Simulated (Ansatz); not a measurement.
## Cu3O2 and the effect of the functional

```cif
data_structure
_symmetry_space_group_name_H-M 'P 1'
_symmetry_Int_Tables_number 1
_cell_length_a 4.6562
_cell_length_b 4.6562
_cell_length_c 4.6562
_cell_angle_alpha 128.497
_cell_angle_beta 128.497
_cell_angle_gamma 75.821
_cell_volume 60.14
loop_
_atom_site_label
_atom_site_type_symbol
_atom_site_fract_x
_atom_site_fract_y
_atom_site_fract_z
_atom_site_occupancy
Cu1 Cu 0.00000 0.00000 0.00000 1
Cu2 Cu 0.75000 0.25000 0.50000 1
Cu3 Cu 0.25000 0.75000 0.50000 1
O1 O 0.50000 0.00000 0.50000 1
O2 O 0.00000 0.50000 0.50000 1
```

The cell comes from a database or a generator and needn't be the stable form of this composition.

Kept alike: task projected density of states; k mesh 9 × 9 × 9; occupations fermi-dirac, width 0.05 eV; no spin polarisation. Program: Ansatz, Ansatz PAW. Cutoffs run from 420 to 500 eV. The mesh is that of the run's cell of 5 atoms. No spin-orbit coupling.

```csv
functional,pressure (GPa)
BLYP,6.40
LDA,-11.82
PBE,0.72
PBEsol,-6.21
RPBE,5.37
r2SCAN,-4.65
revPBE,4.10
```

Pressure is positive in compression, with a Pulay correction for the finite cutoff. For a metal such a mesh leaves the last digits unconverged. All rows use potentials made for PBE.

**Question.** What does the functional change here?

**Answer.** The pressure runs from -11.82 (LDA) to 6.40 GPa (BLYP). From PBE: BLYP +5.68; LDA -12.54; PBEsol -6.93; RPBE +4.65; r2SCAN -5.37; revPBE +3.38. A positive pressure means that the functional's own cell is larger than the one given, a negative one that it is smaller.

The functionals fall in the order expected from their treatment of density gradients. LDA overbinds and favours the smallest cell. PBEsol's weaker gradient enhancement of exchange keeps much of that contraction, while the stronger enhancement in revPBE and RPBE favours more inhomogeneous densities and so longer bonds. BLYP extends the expansion, with a different correlation part also contributing, and r2SCAN falls between PBEsol and PBE, though its dependence on the kinetic-energy density takes it off a simple gradient scale.

The small PBE value of 0.72 GPa suggests that the cell was relaxed with PBE or a similar functional, so it is no evidence that PBE gives the best volume.

The geometry, with linear and square-planar copper, fits a mixture of Cu(I) and Cu(II). The d⁹ Cu(II) site would normally carry a local moment, and allowing one could shift the pressures by amounts that differ between functionals. Since pressure is only the isotropic part of the stress, the balance between the two kinds of Cu–O bond remains untested.
